**Hyperfine constants of sodium-like Gd⁵³⁺ against hydrogenic and Fermi–Segrè models**

The table holds $A/g$ and $B/Q$ for 34 states of one electron outside the neon-like core, from frozen-core Dirac–Hartree–Fock, with RPA core polarisation, and with Brueckner orbitals (no-pair Dirac–Coulomb, finite nucleus). The program compares the DHF values with parameter-free models: a nonrelativistic hydrogenic electron in charge 54, the point-nucleus Dirac formula with charge 54 or 64, and the two-charge Fermi–Segrè form with the Casimir factor and effective quantum numbers from the energies of the same calculation. Relative to DHF, the Dirac formula with charge 54 is within 0.2% at both ends of the g series but 31% low for 3s1/2, charge 64 is 36% high there, and Fermi–Segrè is 5 to 10% high for s and p and about 19% high for 4f. RPA changes $A/g$ of s and p states by less than 3%, but lowers 3d5/2 by 12% and raises $B/Q$ of g states by about 15%; the Brueckner step in $A/g$ is at most 0.10%. Doublet ratios and ratios of successive $n$ are printed to separate the inner charge from the normalisation.

B-spline many-body code 1, no-pair Dirac-Coulomb: hyperfine constants of Gd53+ (Z = 64), one electron outside the closed core [He] 2s2 2p6, from frozen-core DHF, with RPA core polarisation, and with Brueckner orbitals (second-order and RPA-screened correlation potential) plus RPA. The nucleus is uniformly magnetised, with rms radius 5.1569 fm.

## Numerical check

```python
# Table: hyperfine A/g (MHz), B/Q (MHz/barn) of Na-like Gd53+, B-spline many-body code: frozen-core DHF, RPA, Brueckner+RPA.
# Tested: hydrogenic models with charge 54 or 64, the two-charge Fermi-Segre form, and the size of core polarisation.
T = {
    'hyperfine': ['3s1/2', '4s1/2', '5s1/2', '6s1/2', '3p1/2', '4p1/2', '5p1/2', '6p1/2', '3p3/2', '4p3/2', '5p3/2', '6p3/2', '3d3/2', '4d3/2', '5d3/2', '6d3/2', '3d5/2', '4d5/2', '5d5/2', '6d5/2', '4f5/2', '5f5/2', '6f5/2', '7f5/2', '4f7/2', '5f7/2', '6f7/2', '7f7/2', '5g7/2', '6g7/2', '7g7/2', '5g9/2', '6g9/2', '7g9/2'],
    'hyperfine_a_dhf': [3111000, 1259000, 628200, 357200, 1006000, 412000, 207100, 118300, 134100, 55490, 28080, 16110, 72020, 30230, 15420, 8896, 29220, 12270, 6263, 3616, 7987, 4123, 2394, 1510, 4368, 2255, 1310, 826.1, 1721, 998.2, 629.5, 1087, 630.9, 397.9],  # MHz
    'hyperfine_a_rpa': [3184000, 1285000, 640700, 364100, 1031000, 420800, 211200, 120600, 131400, 54210, 27410, 15730, 71610, 30010, 15310, 8833, 25630, 11630, 6063, 3531, 8090, 4182, 2428, 1532, 4118, 2106, 1220, 769.1, 1725, 1002, 632.6, 1080, 624.0, 392.5],  # MHz
    'hyperfine_a_brueckner_rpa': [3187000, 1286000, 641100, 364300, 1032000, 421100, 211300, 120600, 131500, 54230, 27420, 15730, 71650, 30020, 15310, 8835, 25640, 11640, 6065, 3532, 8096, 4184, 2430, 1532, 4120, 2107, 1221, 769.4, 1725, 1003, 632.7, 1080, 624.1, 392.6],  # MHz
    'hyperfine_b_dhf': [None, None, None, None, None, None, None, None, 265000, 110000, 55900, 32100, 47800, 20400, 10500, 6100, 60900, 25700, 13200, 7600, 8360, 4340, 2530, 1600, 9480, 4900, 2850, 1800, 2240, 1310, 825, 2420, 1410, 888],  # MHz/barn
    'hyperfine_b_rpa': [None, None, None, None, None, None, None, None, 269000, 112000, 56500, 32500, 46200, 20100, 10400, 6040, 59200, 25400, 13100, 7560, 9140, 4650, 2690, 1690, 10400, 5270, 3040, 1910, 2590, 1500, 945, 2800, 1620, 1020],  # MHz/barn
}
import numpy as np
from scipy import constants as c
from scipy.optimize import brentq
P = lambda k: c.physical_constants[k][0]
a0, al, Ry = P('Bohr radius'), c.alpha, P('Rydberg constant times hc in eV')
CA = c.mu_0/(2*np.pi)*P('Bohr magneton')*P('nuclear magneton')/a0**3/c.h/1e6
CB = P('Hartree energy')/c.h/1e6*1e-28/a0**2
Z, zo = 64, 54
L = T['hyperfine']
A, AR, AB, B, BR = [dict(zip(L, T['hyperfine_'+k])) for k in ('a_dhf', 'a_rpa', 'a_brueckner_rpa', 'b_dhf', 'b_rpa')]
def q(s):
    n, l, j = int(s[0]), 'spdfg'.index(s[1]), int(s[2])/2
    return n, l, j, (-(l+1) if j > l else l)
def nr(s, z=zo):
    n, l, j, k = q(s); return CA*z**3/(n**3*(l+.5)*j*(j+1))
def bnr(s):
    n, l, j, k = q(s); return CB*zo**3/(n**3*l*(l+.5)*(l+1))*(2*j-1)/(2*j+2)
def dirac(s, z, energy=False):
    n, l, j, k = q(s); g = np.sqrt(k*k-(z*al)**2); r = n-abs(k); N = np.sqrt(r*r+2*r*g+k*k)
    if energy: return 2*Ry/al**2*(1-(g+r)/N)
    return 2*CA*z**3*k*(2*k*(g+r)-N)/(N**4*g*(4*g*g-1)*j*(j+1))
def fs(s, zi, z_out, E):
    n, l, j, k = q(s); g = np.sqrt(k*k-(zi*al)**2); nu = z_out*np.sqrt(Ry/E)
    return CA*zi*z_out**2/(nu**3*(l+.5)*j*(j+1))*abs(k)*(4*k*k-1)/(g*(4*g*g-1))
# removal and excitation energies (eV): further outputs of the same run, Brueckner level
ex = {'3s1/2': 0, '3p1/2': 127.935, '3p3/2': 317.001, '3d3/2': 473.391, '3d5/2': 516.726, '4s1/2': 2288.87, '4p1/2': 2341.8,
      '4p3/2': 2419.05, '4d3/2': 2478.44, '4d5/2': 2497.2, '4f5/2': 2528.57, '4f7/2': 2536.78, '5s1/2': 3306.44}
E = {s: 5025.95-x for s, x in ex.items()}
nu = {s: zo*np.sqrt(Ry/e) for s, e in E.items()}
pc = lambda a, b: 100*(a/b-1)
rnd = lambda D, d: max(50*10**(np.floor(np.log10(x))-d+1)/x for x in D.values() if x)
S = {t: [s for s in L if s[1:] == t] for t in dict.fromkeys(s[1:] for s in L)}
print(f"C_A {CA:.2f} MHz, C_B {CB:.2f} MHz/barn, Z*alpha {Z*al:.3f}; rounding up to {rnd(A,4):.2f}% (A), {rnd(B,3):.1f}% (B)")
M = {'nonrel 54': nr, 'Dirac 54': lambda s: dirac(s, zo), 'Dirac 64': lambda s: dirac(s, Z)}
print("Model vs DHF A/g, % error at lowest/highest n: nonrel 54 | Dirac 54 | Dirac 64 | matching Dirac charge")
for t, r in S.items():
    ze = [brentq(lambda z: dirac(s, z)-A[s], 30, 100) for s in (r[0], r[-1])]
    print(f"{r[0]},{r[-1]}: " + " | ".join(f"{pc(f(r[0]),A[r[0]]):+.1f}/{pc(f(r[-1]),A[r[-1]]):+.1f}" for f in M.values()) + f" | {ze[0]:.1f}/{ze[1]:.1f}")
for m, f in M.items():
    e = {s: pc(f(s), A[s]) for s in L}; w = max(e, key=lambda s: abs(e[s]))
    print(f"{m}: rms error {np.sqrt(np.mean([x*x for x in e.values()])):.1f}% on {len(L)} rows, worst {w} {e[w]:+.1f}%")
print("Steps in %: DHF over nonrel 54 (lowest n); RPA over DHF by rising n; largest Brueckner step")
for t, r in S.items():
    o = f"{t} A: {pc(A[r[0]],nr(r[0])):+.1f}; " + " ".join(f"{pc(AR[s],A[s]):+.1f}" for s in r) + f"; {max(abs(pc(AB[s],AR[s])) for s in r):.2f}"
    if B[r[0]]: o += f" | B: {pc(B[r[0]],bnr(r[0])):+.1f}; " + " ".join(f"{pc(BR[s],B[s]):+.1f}" for s in r)
    print(o)
print("Fermi-Segre 64*54^2/nu^3: nu, % error vs DHF, inner charge that matches; [own % error on bare Dirac ion]")
for t, r in S.items():
    r = [s for s in r if s in E]
    if r: print("; ".join(f"{s} {nu[s]:.3f} {pc(fs(s,Z,zo,E[s]),A[s]):+.1f} {brentq(lambda z: fs(s,z,zo,E[s])-A[s],30,100):.1f}" for s in r)
                + f" [{pc(fs(r[0],Z,Z,dirac(r[0],Z,True)),dirac(r[0],Z)):+.1f}]")
x = 2*Z*np.sqrt(5/3)*5.1569e-15/a0  # nuclear rms radius from the caption
print(f"finite-nucleus scale for s1/2, (2ZR/a0)^(2 gamma-1) = {x**(2*np.sqrt(1-(Z*al)**2)-1):.2f} (order of magnitude only)")
print("A(j=l-1/2)/A(j=l+1/2): DHF, RPA | nonrel, Dirac 54, Dirac 64")
for a, b in (('3p1/2', '3p3/2'), ('3d3/2', '3d5/2'), ('4f5/2', '4f7/2'), ('5g7/2', '5g9/2')):
    print(f"{a[:2]}: {A[a]/A[b]:.3f}, {AR[a]/AR[b]:.3f} | " + ", ".join(f"{f(a)/f(b):.3f}" for f in M.values()))
print("A(n)/A(n+1): DHF | n^-3, Dirac 54, Dirac 64, nu^-3")
for a, b in (('3s1/2', '4s1/2'), ('4s1/2', '5s1/2'), ('3p1/2', '4p1/2'), ('3p3/2', '4p3/2'), ('3d5/2', '4d5/2')):
    print(f"{a}/{b}: {A[a]/A[b]:.3f} | " + ", ".join(f"{f(a)/f(b):.3f}" for f in M.values()) + f", {(nu[b]/nu[a])**3:.3f}")
print("RPA A/g over nonrel 54, %: " + ", ".join(f"{s} {pc(AR[s],nr(s)):+.1f}" for s in S['d5/2']) + f"; 3s1/2 nonrel 54 = {nr('3s1/2'):.4g} MHz")
assert all(dirac(s, zo) < A[s] < dirac(s, Z) for s in S['s1/2']+S['p1/2'])
assert all(abs(pc(nr(s), A[s])) < 3 for s in S['g7/2']+S['g9/2'])
assert all(abs(pc(AR[s], A[s])) < 3 for s in S['s1/2']+S['p1/2']+S['p3/2']) and all(abs(pc(AB[s], AR[s])) < 0.2 for s in L)
rp = lambda f: f('3p1/2')/f('3p3/2')
assert abs(rp(A.get)-rp(M['Dirac 64'])) < abs(rp(A.get)-rp(M['Dirac 54']))
```

Printed output:

```
C_A 95.41 MHz, C_B 234.96 MHz/barn, Z*alpha 0.467; rounding up to 0.05% (A), 0.5% (B)
Model vs DHF A/g, % error at lowest/highest n: nonrel 54 | Dirac 54 | Dirac 64 | matching Dirac charge
3s1/2,6s1/2: -52.3/-48.1 | -31.3/-26.4 | +35.9/+44.5 | 59.4/58.5
3p1/2,6p1/2: -50.8/-47.7 | -30.0/-26.1 | +37.7/+44.8 | 59.2/58.4
3p3/2,6p3/2: -26.2/-23.2 | -21.0/-17.4 | +35.3/+41.8 | 58.2/57.4
3d3/2,6d3/2: -17.6/-16.6 | -12.2/-10.3 | +50.1/+53.8 | 56.3/55.9
3d5/2,6d5/2: -12.9/-12.1 | -11.3/-9.3 | +48.9/+53.0 | 56.2/55.7
4f5/2,7f5/2: -4.0/-5.3 | -1.5/-2.3 | +65.6/+64.7 | 54.3/54.4
4f7/2,7f7/2: -2.5/-3.8 | -1.5/-2.2 | +64.7/+64.0 | 54.3/54.4
5g7/2,7g7/2: -1.5/-1.8 | -0.1/-0.2 | +67.2/+67.3 | 54.0/54.0
5g9/2,7g9/2: -0.7/-1.2 | -0.1/-0.2 | +66.8/+66.8 | 54.0/54.0
nonrel 54: rms error 26.5% on 34 rows, worst 3s1/2 -52.3%
Dirac 54: rms error 16.0% on 34 rows, worst 3s1/2 -31.3%
Dirac 64: rms error 54.8% on 34 rows, worst 6g7/2 +67.3%
Steps in %: DHF over nonrel 54 (lowest n); RPA over DHF by rising n; largest Brueckner step
s1/2 A: +109.7; +2.3 +2.1 +2.0 +1.9; 0.09
p1/2 A: +103.4; +2.5 +2.1 +2.0 +1.9; 0.10
p3/2 A: +35.6; -2.0 -2.3 -2.4 -2.4; 0.08 | B: +45.0; +1.5 +1.8 +1.1 +1.2
d3/2 A: +21.3; -0.6 -0.7 -0.7 -0.7; 0.06 | B: +30.8; -3.3 -1.5 -1.0 -1.0
d5/2 A: +14.9; -12.3 -5.2 -3.2 -2.4; 0.09 | B: +16.7; -2.8 -1.2 -0.8 -0.5
f5/2 A: +4.2; +1.3 +1.4 +1.4 +1.5; 0.08 | B: +6.3; +9.3 +7.1 +6.3 +5.6
f7/2 A: +2.6; -5.7 -6.6 -6.9 -6.9; 0.08 | B: +3.3; +9.7 +7.6 +6.7 +6.1
g7/2 A: +1.5; +0.2 +0.4 +0.5; 0.10 | B: +2.2; +15.6 +14.5 +14.5
g9/2 A: +0.7; -0.6 -1.1 -1.4; 0.03 | B: +1.2; +15.7 +14.9 +14.9
Fermi-Segre 64*54^2/nu^3: nu, % error vs DHF, inner charge that matches; [own % error on bare Dirac ion]
3s1/2 2.810 +9.7 61.1; 4s1/2 3.807 +9.0 61.4; 5s1/2 4.803 +8.8 61.4 [+1.8]
3p1/2 2.846 +8.8 61.4; 4p1/2 3.845 +7.8 61.7 [+3.6]
3p3/2 2.903 +5.4 61.2; 4p3/2 3.901 +4.9 61.4 [+1.9]
3d3/2 2.952 +11.9 58.1; 4d3/2 3.946 +11.6 58.2 [+2.6]
3d5/2 2.966 +10.8 58.1; 4d5/2 3.961 +10.8 58.1 [+2.0]
4f5/2 3.986 +19.4 54.2 [+1.4]
4f7/2 3.992 +18.7 54.3 [+1.1]
finite-nucleus scale for s1/2, (2ZR/a0)^(2 gamma-1) = 0.04 (order of magnitude only)
A(j=l-1/2)/A(j=l+1/2): DHF, RPA | nonrel, Dirac 54, Dirac 64
3p: 7.502, 7.846 | 5.000, 6.649, 7.635
3d: 2.465, 2.794 | 2.333, 2.439, 2.485
4f: 1.829, 1.965 | 1.800, 1.828, 1.839
5g: 1.583, 1.597 | 1.571, 1.582, 1.587
A(n)/A(n+1): DHF | n^-3, Dirac 54, Dirac 64, nu^-3
3s1/2/4s1/2: 2.471 | 2.370, 2.385, 2.391, 2.488
4s1/2/5s1/2: 2.004 | 1.953, 1.964, 1.969, 2.008
3p1/2/4p1/2: 2.442 | 2.370, 2.372, 2.373, 2.465
3p3/2/4p3/2: 2.417 | 2.370, 2.359, 2.355, 2.428
3d5/2/4d5/2: 2.381 | 2.370, 2.351, 2.343, 2.381
RPA A/g over nonrel 54, %: 3d5/2 +0.8, 4d5/2 +8.4, 5d5/2 +10.3, 6d5/2 +11.1; 3s1/2 nonrel 54 = 1.484e+06 MHz
```
